Dear colleague,

The four quantities you want from your AlN capacitor (stroke, permittivity, pyroelectric charge, electrocaloric heating) are second derivatives of one Gibbs function. They differ from free-crystal values mainly because the substrate changes what is held fixed.

**The problem**

A wurtzite AlN film, $L = 1\ \mu$m thick, lies on thick silicon at $T = 300$ K. Axis 3 is the $c$ axis, normal to the film, with its sense chosen so that $e_{33}>0$. The electrodes have negligible stiffness and heat capacity.

Compiled measured values for bulk AlN: $a = 3.112$ Å, $c_0 = 4.982$ Å (Vurgaftman 2001); $c_{11} = 410.5$, $c_{12} = 148.5$, $c_{13} = 98.9$, $c_{33} = 388.5$ GPa (Oses 2018); static $\varepsilon_{33}/\varepsilon_0 = 9.21$ (Feneberg 2013); $\Theta_D = 1150$ K, $\alpha_c = 5.3\times10^{-6}$ K$^{-1}$, $\kappa = 285$ W m$^{-1}$K$^{-1}$ (Ioffe Institute). I assume the stiffnesses hold at constant field and the permittivity is the clamped one.

Approximate inputs: $e_{33} = 1.55$ and $e_{31} = -0.58$ C/m$^2$, molar mass $M = 40.99$ g/mol, $\alpha_{\rm Si} = 2.6\times10^{-6}$ K$^{-1}$. Quoted expansion coefficients of AlN scatter, so take two pairs, in $10^{-6}$ K$^{-1}$: pair A, the compiled $\alpha_c = 5.3$ with an approximate $\alpha_a = 4.2$; pair B, $\alpha_a = 3.0$, $\alpha_c = 2.2$, also typical near room temperature. For film and substrate heated together assume $p_f = -6\ \mu$C m$^{-2}$K$^{-1}$, chosen as a typical magnitude, with an assumed sign.

Find (a) $d_{33}$, $d_{31}$, the free permittivity and $k_{33}^2$; (b) their counterparts in the film and the stroke at 10 V; (c) the free and clamped pyroelectric coefficients; (d) the adiabatic temperature change when 10 V sets up a field along $+3$.

**Why the relations hold**

Conventions: $S$ is entropy and $G$ Gibbs function per reference volume, $x_i$ strain and $\sigma_i$ stress (tension positive) in Voigt notation with engineering shears. Changes of $D$ are counted as electrode charge per undeformed area, so $d$ and $e$ are the proper coefficients. A superscript names the quantity held fixed; repeated indices are summed.

With $G = U - TS - \sigma_i x_i - E_k D_k$,
$$dG = -S\,dT - x_i\,d\sigma_i - D_k\,dE_k .$$
Mixed second derivatives commute, so
$$\frac{\partial D_k}{\partial\sigma_i} = \frac{\partial x_i}{\partial E_k} = d_{ki},\qquad \frac{\partial D_k}{\partial T} = \frac{\partial S}{\partial E_k} = p^\sigma_k,\qquad \frac{\partial x_i}{\partial T} = \frac{\partial S}{\partial\sigma_i} = \alpha_i .$$
The first says that the direct coefficient (pC/N) equals the converse one (pm/V). For small changes from the state $\sigma = E = 0$, with $\theta$ the temperature change and $\rho c$ the heat capacity per volume at fixed $\sigma$ and $E$,
$$x = s^E\sigma + d^{\mathsf T}E + \alpha\theta,\qquad \Delta D = d\,\sigma + \varepsilon^\sigma E + p^\sigma\theta,\qquad \Delta S = \alpha^{\mathsf T}\sigma + p^{\sigma\mathsf T}E + \frac{\rho c}{T}\theta .$$

*Clamping.* The first equation gives $\sigma = c^E(x - d^{\mathsf T}E - \alpha\theta)$ with $c^E = (s^E)^{-1}$. Inserting this in the second, with $e = d\,c^E$,
$$\Delta D = e\,x + (\varepsilon^\sigma - d\,c^E d^{\mathsf T})E + (p^\sigma - e\,\alpha)\theta ,$$
hence $\varepsilon^\sigma - \varepsilon^x = d\,c^E d^{\mathsf T}$ and $p^\sigma = p^x + e\,\alpha$.

*Open circuit.* For one stress and one field component at fixed $T$, $\Delta D = 0$ gives $E = -d\sigma/\varepsilon^\sigma$, so $s^D = s^E(1-k^2)$ with $k^2 = d^2/(s^E\varepsilon^\sigma)$.

*Adiabatic field step.* $\Delta S = 0$ at fixed stress gives $(\partial T/\partial E)_{S,\sigma} = -Tp^\sigma/(\rho c)$.

**Solution** (unrounded values are carried throughout)

**(a) Free crystal.** In class 6mm, $E_3$ couples only to $x_1$, $x_2$, $x_3$, and equally to the first two. Inverting that block, with $\Delta = (c_{11}+c_{12})c_{33} - 2c_{13}^2 = 1.976\times10^{5}$ GPa$^2$,
$$s_{11}^E+s_{12}^E = \frac{c_{33}}{\Delta} = 1.966,\quad s_{13}^E = -\frac{c_{13}}{\Delta} = -0.5005,\quad s_{33}^E = \frac{c_{11}+c_{12}}{\Delta} = 2.829\ \text{TPa}^{-1}.$$
From $d = e\,s^E$,
$$d_{33} = 2e_{31}s_{13}^E + e_{33}s_{33}^E = 4.97\ \text{pm/V},\qquad d_{31} = e_{31}(s_{11}^E+s_{12}^E) + e_{33}s_{13}^E = -1.92\ \text{pm/V}.$$
Since $d\,c^E d^{\mathsf T} = d\,e^{\mathsf T}$,
$$\varepsilon^\sigma_{33}-\varepsilon^x_{33} = 2d_{31}e_{31} + d_{33}e_{33} = 9.9\ \text{pF/m} = 1.12\,\varepsilon_0,\qquad \varepsilon_{33}^\sigma = 10.33\,\varepsilon_0 .$$
For a slender bar loaded along $c$, $k_{33}^2 = d_{33}^2/(s_{33}^E\varepsilon_{33}^\sigma) = 0.095$ and $s_{33}^D = 2.56$ TPa$^{-1}$.

**(b) Film.** The substrate sets $x_1 = x_2 = u$, while $\sigma_3$ remains the free variable. The relevant rows are
$$\sigma_3 = 2c_{13}(u-\alpha_a\theta) + c_{33}(x_3-\alpha_c\theta) - e_{33}E_3,\qquad \Delta D_3 = 2e_{31}u + e_{33}x_3 + \varepsilon^x_{33}E_3 + p^x\theta .$$
Eliminating $x_3$,
$$\Delta D_3 = 2e_{31,f}\,u + d_{33,f}\,\sigma_3 + \varepsilon_f E_3 + p'\theta ,$$
$$d_{33,f} = \frac{e_{33}}{c_{33}} = 3.99\ \text{pm/V},\qquad e_{31,f} = e_{31} - e_{33}\frac{c_{13}}{c_{33}} = -0.975\ \text{C/m}^2,$$
$$\varepsilon_f = \varepsilon^x_{33} + \frac{e_{33}^2}{c_{33}} = (9.21+0.70)\,\varepsilon_0 = 9.91\,\varepsilon_0,$$
$$p' = p^x + e_{33}\Big(\alpha_c + \frac{2c_{13}}{c_{33}}\alpha_a\Big) = p^\sigma - 2e_{31,f}\alpha_a .$$
The first row also gives $\partial x_3/\partial E_3 = e_{33}/c_{33}$, so direct and converse coefficients remain equal as long as $u$ is truly fixed; a substrate that spreads sideways under your load adds the term $2e_{31,f}u$ to the direct signal. The stroke is $d_{33,f}E_3L = 3.99\ \text{pm/V}\times10\ \text{V} = 40$ pm.

The one-mode rule applies with $s = 1/c_{33}$, $d = d_{33,f}$, $\varepsilon = \varepsilon_f$: $k_t^2 = e_{33}^2/(c_{33}\varepsilon_f) = 0.070$ and $c_{33}^D = c_{33}/(1-k_t^2) = 418$ GPa. The listing does not give the electrical condition of $c_{33}$. Were it the open-circuit value, $c_{33}^E$ would lie about 7 % lower and $d_{33,f}$ correspondingly higher, so the third figures above serve bookkeeping only.

**(c) Pyroelectric coefficients.** On slow heating $u = \alpha_{\rm Si}\theta$ and $\sigma_3 = 0$, so
$$p_f = p' + 2e_{31,f}\alpha_{\rm Si} = p^\sigma + 2e_{31,f}(\alpha_{\rm Si}-\alpha_a),\qquad p^x = p^\sigma - (2e_{31}\alpha_a + e_{33}\alpha_c).$$
In $\mu$C m$^{-2}$K$^{-1}$:

| pair | $2e_{31,f}(\alpha_{\rm Si}-\alpha_a)$ | $p^\sigma$ | $2e_{31}\alpha_a+e_{33}\alpha_c$ | $p^x$ |
|---|---|---|---|---|
| A | +3.1 | −9.1 | +3.3 | −12.5 |
| B | +0.8 | −6.8 | −0.1 | −6.7 |

The secondary term $e\alpha$ is a difference of two comparable contributions, and $p^x$ moves by nearly a factor of two between the pairs. Without both expansion coefficients at your temperature, the primary coefficient cannot be extracted. In contrast, $p'$ needs neither: $2e_{31,f}\alpha_{\rm Si} = -5.1$, so $p' = -6 + 5.1 = -0.9\ \mu$C m$^{-2}$K$^{-1}$. In this model most of the film's pyroelectric charge is piezoelectric charge from the expanding silicon.

**(d) Electrocaloric step.** The cell volume is $(\sqrt3/2)a^2c_0 = 41.78$ Å$^3$ with two formula units, so $\rho = 3258$ kg/m$^3$. The Debye model, with $y = \Theta_D/T = 3.83$ and two atoms per formula unit, gives
$$c = \frac{6R}{M}\,\frac{3}{y^3}\int_0^{y}\frac{t^4e^t\,dt}{(e^t-1)^2} = 1217\times0.528 = 643\ \text{J kg}^{-1}\text{K}^{-1},$$
and $\rho c = 2.09\times10^6$ J m$^{-3}$K$^{-1}$. This is an estimate at constant strain; the shift to constant stress, $T\alpha^{\mathsf T}c^E\alpha$, is 0.6 % of it for pair A and is ignored.

With $E_3 = 10^7$ V/m $= 0.1$ MV/cm, a free crystal would warm by
$$\Delta T = -\frac{Tp^\sigma E_3}{\rho c} = \frac{300\ \text{K}\times9.1\times10^{-6}\ \text{C m}^{-2}\text{K}^{-1}\times10^{7}\ \text{V/m}}{2.09\times10^{6}\ \text{J m}^{-3}\text{K}^{-1}} = 13\ \text{mK}$$
for pair A, and by 10 mK for pair B.

The film needs another coefficient, and it is not $p_f$. In an adiabatic step the silicon keeps its temperature, so $u$ is constant. The matching potential is $G' = G + 2\sigma_1u$, with $dG' = -S\,dT + 2\sigma_1\,du - x_3\,d\sigma_3 - D_3\,dE_3$, whence $(\partial S/\partial E_3)_{T,u,\sigma_3} = (\partial D_3/\partial T)_{E,u,\sigma_3} = p'$. Therefore $\Delta T = -Tp'E_3/(\rho c) = 1.3$ mK.

Three limits attach to this figure.

1. It rests on a near cancellation. A change of $1\ \mu$C m$^{-2}$K$^{-1}$ in $p_f$ shifts it by 1.4 mK, so even its sign is open until $p_f$ and $e_{31,f}$ are known for your sample, with signs referred to the same $c$ direction.
2. The next term in $G'$, $-\tfrac12(\partial\varepsilon_f/\partial T)E_3^2\theta$, makes $p'$ grow by $(\partial\varepsilon_f/\partial T)E_3$; integration over the step adds $-T(\partial\varepsilon_f/\partial T)E_3^2/(2\rho c)$. With an assumed typical $\varepsilon_f^{-1}\partial\varepsilon_f/\partial T\approx10^{-4}$ K$^{-1}$ this is $-0.06$ mK at 0.1 MV/cm, but $-6$ mK against a linear $+13$ mK at 1 MV/cm. Reversing the field separates the odd part from the even one.
3. The step must be slower than the acoustic transit, $L\sqrt{\rho/c_{33}^D} = 0.09$ ns, for $\sigma_3 = 0$ to hold, and faster than heat escape, $L^2\rho c/\kappa = 7$ ns. That time uses the bulk conductivity; sputtered films typically conduct two to several times less well, which lengthens it in proportion.

All results are the model's. The electromechanical ones ($d_{33,f}\approx 4$ pm/V, $\varepsilon_f\approx9.9\,\varepsilon_0$, $k_t^2\approx7$ %) stand or fall with the approximate $e_{33}$; the thermal ones inherit the assumed $p_f$ and fix only a scale, about ten millikelvin for a free crystal and of order one millikelvin for the bonded film at 10 V.